## Can I estimate these strain energies and stresses by hand?

I am looking at a calculation on the metallic compound TaRh₃, stretched and squeezed along two cubic axes while the third is held at its length.

TaRh3 (Cu3Au type, a = 3.846 Å) strained equally along x and y, with z held and fractional coordinates fixed. Ansatz 0.2.0, plane-wave PAW, scalar-relativistic PBEsol without spin polarisation, 420 eV cutoff, 12×12×12 k mesh, 0.15 eV Gaussian smearing. Free energies are relative to the unstrained cell, tensile stress is the sum over x and y, and pressure is positive in compression.

```tsv
strain	energy change (meV/atom)	tensile stress along pattern (GPa)	pressure (GPa)
-0.1	825.5	-241.11	103.96
-0.05	175.3	-89.83	38.82
0	0.0	-0.05	0.03
0.025	34.4	29.09	-12.74
0.075	266.0	66.00	-29.32
```

I tried to treat the crystal as a spring, with an energy proportional to the square of the strain. A spring constant taken from the squeezed side is far too large for the stretched side. Is there a rule with one or two constants that I can work out on paper, and how far can I trust it?

## Answer

Yes. One constant is enough for the energy and the tension if you measure the deformation by the change in density instead of the change in length.

**Why the spring fails**

Squeezing and stretching are different experiments for a bond. When atoms are pushed together, their electron clouds overlap and the repulsion climbs steeply. When they are pulled apart, the attraction that resists the pull fades with distance. The crystal therefore gets stiffer as it is squeezed and softer as it is stretched, and the table shows this in every step: the energy divided by the square of the strain falls all the way from the strongest squeeze to the largest stretch.

Density has part of this asymmetry built in. Shortening two edges by 10 % raises the density by 23 %, whereas lengthening them by 10 % would lower it by only 17 %. An energy that is quadratic in the density change thus charges more for a squeeze than for an equal stretch.

**The rule**

Call the strain ε and the energy change per atom E. V₀ is the volume per atom of the unstrained crystal, 14.22 Å³, and V the volume under strain. Two edges change and one does not, so

s = V₀/V = 1/(1 + ε)²

E = Q (1 − s)², with Q = 15 eV per atom.

I took Q from the row at −0.05 and rounded it. The form was judged against the whole table, so the agreement below shows a good fit and not a prediction. The constant belongs to this calculation, at zero temperature and with PBEsol on PAW datasets made for PBE.

The tension follows from the same constant, because the energy must equal the work done by the stress. The column "tensile stress along pattern" is the sum over the two loaded axes; call it T. The work relation is T = (dE/dε)/[V₀(1 + ε)], which gives

T = (4Q/V₀)(1 − s) s².

The prefactor is 4 × 15/14.22 = 4.22 eV/Å³, or 676 GPa. It is also the rule's estimate of the elastic constant sum C₁₁ + C₁₂, the stress on each loaded axis per unit of strain in the limit of small strain.

**Two rows worked through**

*Squeeze by 10 %.* Here s = 1/0.9² = 1.235, so the density change is 0.235 and its square 0.055. The energy is 15 × 0.055 = 0.83 eV per atom, and the calculation gives 825.5 meV. For the tension, 676 × (−0.235) × 1.235² comes to about −242 GPa, against −241 GPa in the table. Each axis carries half of that.

*Stretch by 7.5 %.* Now s = 1/1.075² = 0.865, the density change is 0.135 and its square 0.0181. The energy comes out at 0.27 eV per atom, about 2 % above the computed value. The tension is 676 × 0.135 × 0.865² = 68 GPa, about 3 % above the table.

These are the two ends of the scan, and the strained rows between them miss by less than the stretched end does. A plain spring with the same stiffness at small strain is 27 % too low in energy at the squeezed end and 27 % too high at the stretched end. The printed analysis below has the row-by-row comparison.

**Why the density form has about the right asymmetry**

For small strain the rule becomes E ≈ 4Q ε²(1 − 3ε): each per cent of stretch softens the effective spring by about 3 %. To see whether 3 is a sensible number, count bonds. Every atom has twelve near neighbours. Four lie in the plane of the loaded axes, and their bonds take the full strain; the other eight lie on slanted bonds, which take about half of it.

Suppose the energy of one bond varies as x²(1 − ax), where x is its fractional stretch and a says how fast it softens. Adding up the bonds gives a softening coefficient of (5a − 1)/6 in place of the 3. The same bonds under uniform compression make the bulk modulus rise with pressure at a rate of a + 1. For ordinary metals that rate is roughly 4 to 5, which puts the coefficient between 2.3 and 3.2.

So the density rule has the asymmetry of an ordinary metallic bond. This is an argument from theory; the table shows only that the form fits. Other forms fit too: an exponential softening, with two constants fitted to all rows, follows the energies to within 1 % and does better than the density rule on the stretched side.

**The pressure, from geometry**

The bond count also tells you how hard the crystal pushes or pulls along the axis that is held. Bonds in the plane act only on the loaded axes, while slanted bonds act on the third axis as well. For small strain the sum gives a side stress two thirds as large as the stress on one loaded axis. Averaging over the three axes then gives

pressure ≈ −(4/9) T.

For the 10 % squeeze this means 4/9 × 241 = 107 GPa, about 3 % above the computed pressure, and the other strained rows agree at least as well. The agreement flatters the picture, however, because most of the pressure comes from the loaded axes, whose stress you have put in. The side stress alone is overestimated by about 14 % in that row.

The computed ratio of side stress to loaded stress rises from 0.59 at the squeezed end to 0.67 at the stretched end. Bond stiffening pushes the ratio in this direction: the in-plane bonds are shortened most in a squeeze and so stiffen most, which shifts load onto the squeezed axes. In a stretch they soften most, and the share of the third axis grows. The changed lengths and angles of the bonds work against this, however, and for an ordinary metallic bond they cancel most or all of it, so the bond picture does not fully explain the rise. The computed ratio is also below two thirds in the rows nearest zero strain, so the close match at the stretched end is partly luck.

**Where to stop trusting it**

*Large stretch.* The rule is already slightly too stiff in tension, and it must get worse. If you pull the atoms ever further apart, its energy approaches Q, or 15 eV per atom, whereas such metals are bound by only about 6 to 8 eV per atom. At 20 % stretch the density rule gives a tension of 100 GPa and the exponential one 81 GPa, although both describe the computed rows well. Do not read an ideal strength from either: the computed tension is still rising at the last row, and a real crystal may shear or break its symmetry first, which this scan does not test.

*Other kinds of strain.* Density is a convenient label for this pattern, not the quantity that governs every deformation. A shear that leaves the volume unchanged costs energy, yet the rule would call it free. Nor is it safe to keep the density form and change only the constant. If you load a single axis, that form gives a softening coefficient of 2, whereas the bond count gives (a − 1)/2, or 1 to 1.5 for ordinary metals. Expect that pattern to need its own stiffness and its own softening, though the table has no such row to test it.

*Films.* A thin film on a substrate is also strained along two axes, but its thickness is free to adjust. Here the third axis is held and carries a large stress of its own. For the same in-plane strain, a film that can relax its thickness stores less energy and carries less in-plane stress, so these numbers are too high for it.

*Elastic constants from one row.* Dividing stress by strain in a single row mixes stiffness with softening. The 5 % squeeze gives 898 GPa per loaded axis and the 2.5 % stretch 582 GPa, on either side of the rule's 676 GPa. If you have only one strained point, use it to find Q and take the stiffness from 4Q/V₀; across these rows Q varies by only about 2 %.

Printed output of the fit:

```
fit of energy_change on 5 rows: coefficient of strain**2*exp(-s*strain) 60013 +/- 29, s 3.188; rms 0.326, worst -0.05 0.654, leave-one-out rms 2.77
Energy by the density rule:
    row    V0/V  (1-V0/V)^2  E/strain^2 eV  Q of row eV  rule meV  rule miss %  spring miss %  exponential miss %
   -0.1   1.235     0.05502          82.55           15     825.3     -0.02041         -27.32           -0.009949
  -0.05   1.108     0.01167          70.12        15.02     175.1      -0.1325         -14.43              0.3729
    0.0       1           0              0            0         0            0              0                   0
  0.025  0.9518    0.002322          55.04        14.82     34.83        1.244          9.012               0.683
  0.075  0.8653     0.01814          47.29        14.67       272        2.267          26.88            -0.07829
Small-strain stiffness C11+C12 from the rule, GPa: 676
Tension summed over two axes:
    row  stress per axis/strain GPa  rule GPa   miss %
   -0.1                        1206    -241.7    0.241
  -0.05                       898.3    -89.67  -0.1832
    0.0                           0         0        0
  0.025                       581.8     29.51    1.447
  0.075                         440     68.17    3.287
Pressure and side stress, compression positive:
    row  4/9 rule GPa  pressure miss %  side stress GPa  side/loaded axis  side miss of 2/3 rule %
   -0.1         107.2            3.078            70.77             0.587                    13.57
  -0.05         39.92            2.845            26.63            0.5929                    12.44
    0.0       0.02222                0             0.04                 0                        0
  0.025        -12.93            1.483            -9.13            0.6277                    6.207
  0.075        -29.33          0.04548           -21.96            0.6655                   0.1821
Softening coefficient from bond count, pressure derivative of bulk modulus 4: 2.333
Softening coefficient from bond count, pressure derivative of bulk modulus 5: 3.167
Tension at 20 % stretch by the density rule, GPa: 99.62
Tension at 20 % stretch by the exponential rule, GPa: 81.17
Strain at which the density rule would peak in tension: 0.2247
```
